\section*{Premises and conventions}

I write an affine map as $\{M|m\}:r\mapsto Mr+m$, so that $\{M|m\}\{W|w\}=\{MW|Mw+m\}$ and
\begin{equation}
\{M|m\}\{W|w\}\{M|m\}^{-1}=\{MWM^{-1}\,|\,Mw+(1-MWM^{-1})m\}.
\label{conj}
\end{equation}
A space group $G$ has translation lattice $L$ and finite point group $P$. Axes are right-handed, vectors are in fractions of the conventional cell, and $n_p$ is a rotation by $+2\pi/n$ (right-hand rule about $c$) combined with a translation $pc/n$, where $c$ is the shortest lattice vector on the axis. Two groups have the same \emph{affine type} if $G'=aGa^{-1}$ for an affine $a$, and the same \emph{crystallographic type} if $a$ can be chosen proper (linear part with positive determinant).

I take two classification results as given. First, the pairs $(P,L)$ with $P\subset SO(3)$ fall into 24 arithmetic classes: $P1$; $P2,C2$; $P222,C222,F222,I222$; $P4,I4,P422,I422$; $P3,R3,P312,P321,R32$; $P6,P622$; $P23,F23,I23,P432,F432,I432$. Second, there are 219 affine types in all. The rest I derive.

\section*{Chiral structures}

Let $i=\{-1|0\}$, which is improper in three dimensions. A structure $\rho$ is achiral if $i\rho=g\rho$ for some proper isometry $g$. Then $g^{-1}i$ is an improper symmetry of $\rho$. Conversely an improper symmetry $s$ gives $i\rho=(is)\rho$ with $is$ proper. So $\rho$ is chiral exactly when every $W$ in its space group has $\det W=+1$. These are the Sohncke groups (Sohncke, 1879). By (\ref{conj}) $\det W$ survives any conjugation, so the property belongs to the whole affine type.

\section*{The normaliser criterion}

Every affine $a$ is proper or of the form $bi$ with $b$ proper. An affine type therefore holds at most two crystallographic types, those of $G$ and of $iGi^{-1}$. If these coincide, $b\,iGi^{-1}b^{-1}=G$ for a proper $b$, and $bi$ is an improper element of the affine normaliser $N_A(G)$. Conversely, if $s\in N_A(G)$ is improper, then $iGi^{-1}=(is)G(is)^{-1}$ with $is$ proper. Hence
\begin{equation}
G\ \text{differs in type from its mirror image}\iff N_A(G)\ \text{has no improper element}.
\label{crit}
\end{equation}
Since $G\subset N_A(G)$, a group with an improper operation never splits, and only Sohncke types can form pairs.

\section*{Vector systems}

Fix $(P,L)$. Then $G$ is given by $\tau:P\to\mathbb{R}^3/L$ with $\tau(gh)=\tau(g)+g\tau(h)$. An origin shift $\{1|s\}$ adds $(1-g)s$ by (\ref{conj}). The solutions modulo shifts form an abelian group $H$. A conjugation that keeps $(P,L)$ has a linear part $M$ in the normaliser $N$ of $P$ in $GL(L)$, and it acts on $H$ additively by $(M\tau)(MgM^{-1})=M\tau(g)$. Affine types in the class are orbits of $N$, and crystallographic types are orbits of $N^+$, the part with $\det M=+1$. Elements of $P$ act trivially, being conjugations inside $G$. The matrix $-1$ is central and improper, so $M$ and $-M$ conjugate $P$ alike and the 24 classes do not split. Also $N=N^+\times\{\pm1\}$, and
\begin{equation}
i\{W|w\}i^{-1}=\{W|-w\},\qquad [\tau]\mapsto-[\tau].
\label{inv}
\end{equation}
A pair needs $-[\tau]$ outside the $N^+$ orbit of $[\tau]$, so $2[\tau]=0$ excludes a pair. When $H=\mathbb{Z}_2$ there are two types, because an additive action fixes zero.

To find $H$ I choose translations for the generators of $P$ and demand that each defining relation give a vector of $L$. This is necessary. It is also sufficient: the generated group modulo $L$ obeys the relations of $P$, so it has at most $|P|$ elements, and it maps onto $P$, so no new translations appear.

\section*{Cyclic classes}

Let $W$ have order $n$ and $\Sigma=1+W+\dots+W^{n-1}$, which is $n$ times the projector on the axis. Then $\{W|w\}^n=\{1|\Sigma w\}$, so $\Sigma w$ must lie in $L_\parallel=\mathbb{Z}c$. A shift leaves $\Sigma w$ alone because $\Sigma(1-W)=0$, and it removes the part of $w$ normal to the axis because $1-W$ is invertible on the rotation plane. Adding a lattice vector to $w$ changes $\Sigma w$ by an element of $\Sigma L$. Thus
\begin{equation}
H=L_\parallel/\Sigma L .
\label{cyc}
\end{equation}
For $P2,P3,P4,P6$ one has $\Sigma L=n\mathbb{Z}c$ and $H=\mathbb{Z}_n$, labelled by $p$. Equation (\ref{inv}) sends $pc/n$ to $-pc/n\equiv(n-p)c/n$, that is $n_p\to n_{n-p}$. For $C2$ (axis $b$), $\Sigma(\tfrac12,\tfrac12,0)=b$ and $H=0$. For $R3$, $\Sigma(\tfrac23,\tfrac13,\tfrac13)=c$ and $H=0$. For $I4$, $\Sigma(\tfrac12,\tfrac12,\tfrac12)=2c$ and $H=\mathbb{Z}_2$: $4_1$ and $4_3$ axes occur in the same group $I4_1$.

\emph{Proper maps keep $p$ for $n=3,4,6$.} An $M\in N^+$ gives $MWM^{-1}=W^{\pm1}$, the only generators of these cyclic groups. It preserves the axis, with $Mc=\epsilon c$ and $\epsilon=\pm1$, and the rotation plane. Regard the plane as $\mathbb{C}$, with $W$ acting as the non-real number $e^{2\pi\mathrm{i}/n}$. If $M$ commutes with $W$ it is complex-linear there, $z\mapsto\lambda z$, with determinant $|\lambda|^2>0$. Then $\epsilon=+1$ and $p$ is unchanged. If $MWM^{-1}=W^{-1}$ it is antilinear, $z\mapsto\lambda\bar z$, with determinant $-|\lambda|^2$, so $\epsilon=-1$. The image $\{W^{-1}|-pc/n\}$ has the inverse $\{W|pc/n\}$, and $p$ is again unchanged. Each $p$ is a type of its own, and $p\not\equiv-p \pmod n$ marks a pair: one for $n=3$, one for $n=4$, two for $n=6$.

\section*{Dihedral classes}

Take $A=\{W|w\}$ about $c$ with the origin on its axis, so $w=pc/n$, and $B=\{U|u\}$ with $U$ a twofold rotation normal to $c$. The relations are $W^n=U^2=UWU^{-1}W=1$. By (\ref{conj}), $BAB^{-1}A$ is the translation $Uw+W^{-1}w+(1-W^{-1})u$, and $Uw=-w$, $W^{-1}w=w$. The conditions are
\begin{equation}
(1-W^{-1})u\in L,\qquad (1+U)u\in L ,
\label{dih}
\end{equation}
for every $p$. The shifts still allowed have $(1-W)s\in L$ and add $(1-U)s$ to $u$. A shift along $c$ adds $2s_z$ and removes $u_z$.

\emph{Lattices $L_\perp\oplus\mathbb{Z}c$.} Here $H=\mathbb{Z}_n\oplus H_\perp$. Both $u_\perp$ and $s_\perp$ lie in $\Phi=(1-W)^{-1}L_\perp/L_\perp$, whose order is the planar determinant $\det(1-W)=2-2\cos(2\pi/n)=4,3,2,1$ for $n=2,3,4,6$, and $H_\perp=\ker(1+U)/(1-U)\Phi$.
For $n=6$, $\Phi=0$, which gives six types $P6_p22$ and two pairs.
For $n=3$, $U$ acts on $\Phi=\mathbb{Z}_3$ as $+1$, when the kernel is zero, or as $-1$, when $(1-U)\Phi=\Phi$. Either way $H_\perp=0$, and $P312$ and $P321$ give three types and one pair each.
For $n=4$, $\Phi=\{0,(\tfrac12,\tfrac12)\}$ is fixed by $U$, so $H_\perp=\mathbb{Z}_2$. The normaliser keeps the unique fourfold axis and its plane, so it keeps $p$ and the element of $H_\perp$. This gives eight types, $P4_p22$ and $P4_p2_12$, with two pairs.
For $C222$, $U$ along $a$ swaps the two primitive vectors of $L_\perp$, so on $\Phi=\mathbb{Z}_2^2$ the kernel of $1+U$ and the image of $1-U$ are the same diagonal subgroup. Then $H=\mathbb{Z}_2$: $C222$, $C222_1$.
For $P222$, $U$ acts trivially on $\Phi=\mathbb{Z}_2^2$ and $H=\mathbb{Z}_2^3$. The labels $u_x,u_y,w_z\in\{0,\tfrac12\}$ are the screw parts along $a,b,c$. The group $N^+$ permutes the axes in all ways (a sign repairs the determinant), so only the number of screw directions counts: four types.

\emph{Centred lattices.} For $I422$ the first condition in (\ref{dih}) puts $u_\perp$ in $\{0,(\tfrac12,\tfrac12)\}$, and the centring vector removes it. Only $p$ mod 2 is left, and $u=0$ solves (\ref{dih}), so the types are $I422$ and $I4_122$. For $R32$, $w=0$ by (\ref{cyc}), and $u_\perp$ is a multiple of $(\tfrac23,\tfrac13)$ modulo integers, which the centring removes: one type. For $F222$ and $I222$ the axis $c$ has $\Sigma L=\mathbb{Z}c$, so $w=0$. With $U$ along $a$, (\ref{dih}) reads $(2u_x,2u_y,0)\in L$ and $(2u_x,0,0)\in L$, which gives $u_x,u_y\in\{0,\tfrac12\}$ in both. A shift adds $(0,2s_y,2s_z)$ with $(2s_x,2s_y,0)\in L$. In $F$, $s_x=s_y=\tfrac14$ is allowed and removes $u_y$, and $(\tfrac12,0,\tfrac12)\in L$ removes $u_x$: one type. In $I$, $2s_y$ is an integer and only the centring acts, changing $u_x$ and $u_y$ together. So $H=\mathbb{Z}_2$: $I222$, $I2_12_12_1$.

\section*{Cubic classes}

Let $R:(x,y,z)\to(z,x,y)$. For it $\Sigma(1,0,0)=\Sigma(\tfrac12,\tfrac12,0)=(1,1,1)$ and $\Sigma(\tfrac12,\tfrac12,-\tfrac12)=(\tfrac12,\tfrac12,\tfrac12)$, the shortest axial vectors of $P$, $F$ and $I$. So (\ref{cyc}) vanishes and I set $\tau(R)=0$. Shifts $(t,t,t)$ remain. In $P$ and $I$ there are no others modulo $\mathbb{Z}^3$, because the components of $(1-R)s$ sum to zero, and three half-odd numbers cannot do that.

\emph{Class 23.} With $U=2_z$ the group is defined by $U^2=R^3=(UR)^3=1$. The rotation $UR:(x,y,z)\to(-z,-x,y)$ has axis $d=(1,-1,-1)$ and $\Sigma=dd^{T}$. The conditions are $(0,0,2u_z)\in L$ and $(u_x-u_y-u_z)\,d\in L$. The shift adds $(2t,2t,0)$, so I set $u_y=0$. In $P$ and $F$, $u_z\in\{0,\tfrac12\}$ and $u_x\equiv u_z$ mod 1, leaving $u=(\tfrac12,0,\tfrac12)$. It defines $P2_13$ in $P$ and is a lattice vector in $F$. In $I$, $u_x$ and $u_z$ are independently $0$ or $\tfrac12$, and the centring together with $t=\tfrac14$ makes $(0,0,\tfrac12)$ trivial, leaving $\mathbb{Z}_2$. The count is $2+1+2=5$, without pairs.

\emph{Class 432.} With $W:(x,y,z)\to(-y,x,z)$ the relations are $W^4=R^3=(WR)^2=1$, where $WR:(x,y,z)\to(-x,z,y)$. The conditions are $w_z=p/4$ and $(0,v,v)\in L$ with $v=w_y+w_z$. The shift adds $(2t,0,0)$ and removes $w_x$. In $P$, $v$ is an integer, $w=(0,-p/4,p/4)$ and $H=\mathbb{Z}_4$. Any $M\in N^+$, multiplied by an element of $P$, fixes the $z$ axis and so keeps $p$: four types and one pair. In $F$, $v$ may be $\tfrac12$, which $(\tfrac12,\tfrac12,0)$ removes, and $(0,\tfrac12,\tfrac12)$ changes $p$ by 2. In $I$, $v$ is an integer and the centring changes $p$ by 2. In both, $\Sigma L=2\mathbb{Z}c$ for the fourfold axis protects $p$ mod 2, so $H=\mathbb{Z}_2$. The count is $4+2+2=8$.

\section*{Totals}

\begin{center}
\begin{tabular}{llcc}
system & types per class, in the order of the premise & types & pairs\\ \hline
triclinic & 1 & 1 & 0\\
monoclinic & 2, 1 & 3 & 0\\
orthorhombic & 4, 2, 1, 2 & 9 & 0\\
tetragonal & 4, 2, 8, 2 & 16 & 3\\
trigonal & 3, 1, 3, 3, 1 & 11 & 3\\
hexagonal & 6, 6 & 12 & 4\\
cubic & 2, 1, 2, 4, 2, 2 & 13 & 1\\ \hline
 & & 65 & 11
\end{tabular}
\end{center}

The pairs are $P4_1/P4_3$, $P4_122/P4_322$, $P4_12_12/P4_32_12$, $P3_1/P3_2$, $P3_112/P3_212$, $P3_121/P3_221$, $P6_1/P6_5$, $P6_2/P6_4$, $P6_122/P6_522$, $P6_222/P6_422$ and $P4_132/P4_332$. The 65 crystallographic types make $65-11=54$ affine types. The other $219-54=165$ affine types do not split, so
\begin{equation}
165+65=230=219+11 .
\end{equation}
Of the 65, 22 belong to pairs and 43 are their own mirror images. All 43 have $2[\tau]=0$: their $H$ has exponent at most 2, or $p\equiv-p$. For them $-\tau$ differs from $\tau$ by a shift, so an inversion through a suitable point normalises $G$. That inversion is an isometry for any cell metric, so (\ref{crit}) gives the same answer with the Euclidean normaliser. A structure in one of the 43 is still chiral, and its two hands carry the same symbol.

\section*{Range of validity}

The argument holds for ideal crystals periodic in three dimensions. It uses a central improper $-1$, which even dimensions lack. It covers spatial operations only, and groups with time reversal or superspace groups need their own count. The list of 24 classes and the number 219 are inputs. The rule $n_p\to n_{n-p}$ alone does not give a pair, since $I4_1$, $I4_122$, $F4_132$ and $I4_132$ contain both $4_1$ and $4_3$, and $R3$ contains both $3_1$ and $3_2$. The members of a pair are told apart only in right-handed axes. The group meant is the full symmetry group of the structure, because a Sohncke subgroup of a larger group implies nothing about chirality.

\section*{Illustration: CrSi$_2$ and NbSi$_2$}

Both have the hexagonal C40 structure. As approximate inputs I take $a=4.43$~\AA, $c=6.37$~\AA, $x=0.1658$ for CrSi$_2$ and $a=4.80$~\AA, $c=6.59$~\AA, $x=0.159$ for NbSi$_2$. In $P6_222$ the generator is $A:(x,y,z)\to(x-y,x,z+\tfrac13)$. I place the metal M at $(\tfrac12,0,0)$ and Si at $(x,2x,0)$. Shifting everything by $c/2$ gives an equivalent description, since that shift changes $u_z$ by $c$. The orbits are
\begin{align}
\text{M}&:\ (\tfrac12,0,0),\ (\tfrac12,\tfrac12,\tfrac13),\ (0,\tfrac12,\tfrac23),\nonumber\\
\text{Si}&:\ (\pm x,\pm2x,0),\ (\mp x,\pm x,\tfrac13),\ (\mp2x,\mp x,\tfrac23).
\end{align}
Inversion followed by the pure twofold rotation $A^3\equiv 2_z$ amounts to $z\to-z$. This gives the $P6_422$ crystal, whose generator rises by $-\tfrac13\equiv\tfrac23=\tfrac46$.

\emph{The metal net alone is chiral.} A translation of the net that kept each layer would be a vector of the hexagonal net of spacing $a$. One from layer $0$ to layer $\tfrac13$ would be $(0,\tfrac12,\tfrac13)$ modulo $L$, which sends $(\tfrac12,\tfrac12,\tfrac13)$ to $(\tfrac12,0,\tfrac23)$, an empty site. One from layer $0$ to layer $\tfrac23$ is, modulo $c$, the inverse of one that moves every layer up by $\tfrac13$, and so is excluded as well. So the lattice is $L$, and the point group lies between $622$ and $6/mmm$. An improper symmetry would make $P6_222$ a subgroup of index 2, hence normal, which (\ref{crit}) forbids. The compound is chiral for every $x$.

\emph{Helices.} Repeating $A$ on $(\tfrac12,0,0)$ gives steps $(0,\tfrac12,\tfrac13)$, $(-\tfrac12,0,\tfrac13)$, $(-\tfrac12,-\tfrac12,\tfrac13)$, of length $d_{MM}=(a^2/4+c^2/9)^{1/2}$, turning by $+60^\circ$, with pitch $2c$. Their triple product is the determinant of the fractional components times $V=\tfrac{\sqrt3}{2}a^2c$, namely $\chi_6=+V/12$. But $A^2$ rotates by $120^\circ$ and rises by $2c/3$, so it is a $3_2$ screw. Around the axis at $(\tfrac13,\tfrac23,z)$ the chain from $(0,\tfrac12,-\tfrac13)$ has steps $(\tfrac12,\tfrac12,\tfrac13)$, $(0,-\tfrac12,\tfrac13)$, $(-\tfrac12,0,\tfrac13)$ of the same length, turning by $-120^\circ$, with pitch $c$ and $\chi_3=-V/4$.

\begin{center}
\begin{tabular}{lcccc}
$P6_222$ & $d_{MM}$ (\AA) & $V$ (\AA$^3$) & $\chi_6$ (\AA$^3$) & $\chi_3$ (\AA$^3$)\\ \hline
CrSi$_2$ & 3.07 & 108 & $+9.02$ & $-27.1$\\
NbSi$_2$ & 3.25 & 131 & $+11.0$ & $-32.9$
\end{tabular}
\end{center}

One crystal holds right- and left-handed helices, so calling it right-handed needs a stated convention. In $P6_422$ all distances stay and both $\chi$ change sign.

\emph{Diffraction.} I use $F(hkl)=f_MS_M+f_{Si}S_{Si}$ with $S=\sum e^{2\pi\mathrm{i}(hx+ky+lz)}$, complex $f$ with positive imaginary part, spherical atoms at rest and kinematic scattering. With $\omega=e^{2\pi\mathrm{i}/3}$,
\begin{align}
S_M&=(-1)^h+(-1)^{h+k}\omega^l+(-1)^k\omega^{2l},\nonumber\\
S_{Si}&=2\cos2\pi x(h+2k)+2\omega^l\cos2\pi x(k-h)+2\omega^{2l}\cos2\pi x(2h+k).
\end{align}
Both vanish for $00l$ unless $l=3n$. Inversion replaces $S$ by $S^*$, so the absences are common to the two groups, and $F(hkl)$ of $P6_422$ equals $F(\bar h\bar k\bar l)=f_MS_M^*+f_{Si}S_{Si}^*$ of $P6_222$. The squared terms cancel in the difference, and the cross terms give the Bijvoet difference
\begin{equation}
\Delta=|F(hkl)|^2-|F(\bar h\bar k\bar l)|^2=-4\,\mathrm{Im}(f_Mf_{Si}^*)\,\mathrm{Im}(S_MS_{Si}^*),
\end{equation}
with opposite signs in the two groups. At $x=\tfrac16$ every Si sits at a metal site plus $\pm(\tfrac23,\tfrac13,0)$, so $S_{Si}=2\cos[2\pi(2h+k)/3]\,S_M$ and $\Delta=0$ for all reflections, although the crystal is chiral. The signal rests on $\delta=x-\tfrac16$.

Reflections $h0l$, $hhl$ and $hk0$ are mapped on their Friedel mates by a twofold axis, and for $l=3n$ both $S$ are real, so the first useful reflection is $211$. There $S_M=1-\omega-\omega^2=2$ and
\begin{equation}
\mathrm{Im}\,S_{Si}=\sqrt3\,(\cos2\pi x-\cos10\pi x)\approx-18\pi\delta,\qquad
\Delta=8\,\mathrm{Im}(f_Mf_{Si}^*)\,\mathrm{Im}\,S_{Si}.
\end{equation}
The values of $\sin\theta/\lambda$ are $0.354$~\AA$^{-1}$ (Cr) and $0.327$~\AA$^{-1}$ (Nb). As approximate Cu K$\alpha$ scattering factors there, in electrons, I take $f_{Cr}=13.2+2.4\mathrm{i}$ with $f_{Si}=7.9+0.33\mathrm{i}$, and $f_{Nb}=26.5+2.5\mathrm{i}$ with $f_{Si}=8.2+0.33\mathrm{i}$. With $\bar I$ the mean of the two $|F|^2$:

\begin{center}
\begin{tabular}{lcccccc}
$P6_222$ & $\delta$ & $S_{Si}$ & $\mathrm{Im}(f_Mf_{Si}^*)$ & $\Delta$ & $\bar I$ & $\Delta/\bar I$\\ \hline
CrSi$_2$ & $-0.0009$ & $-2.018+0.049\mathrm{i}$ & 14.6 & $+5.8$ & 127 & $+5\,\%$\\
NbSi$_2$ & $-0.0077$ & $-2.133+0.454\mathrm{i}$ & 11.8 & $+43$ & 1293 & $+3\,\%$
\end{tabular}
\end{center}

In $P6_422$ the last column reads $-5\,\%$ and $-3\,\%$. The ratio is not smaller for CrSi$_2$, because $F\approx2(f_{Cr}-f_{Si})$ is itself weak. The sign of $\Delta$ depends on the sign of $\delta$ as well as on the group, so $x$ has to be known first. I give one figure because of what is neglected. Isotropic displacement factors only rescale each $f$. Anisotropic ones rotate from layer to layer and add to $\mathrm{Im}\,S_M$ and $\mathrm{Im}\,S_{Si}$ terms of order $2\pi^2\Delta U\,q_\perp^2$, where $q_\perp^2=28/(3a^2)$ is $0.476$ and $0.405$~\AA$^{-2}$. A typical in-plane anisotropy $\Delta U=0.001$~\AA$^2$ gives $0.009$ for CrSi$_2$, to be set beside $0.049$, and $0.008$ for NbSi$_2$, beside $0.454$. The size of $\Delta$ in CrSi$_2$ is therefore uncertain by some tens of per cent, while its reversal between the two groups is exact. A crystal that contains a volume fraction $y$ of the opposite hand shows $(1-2y)\Delta$.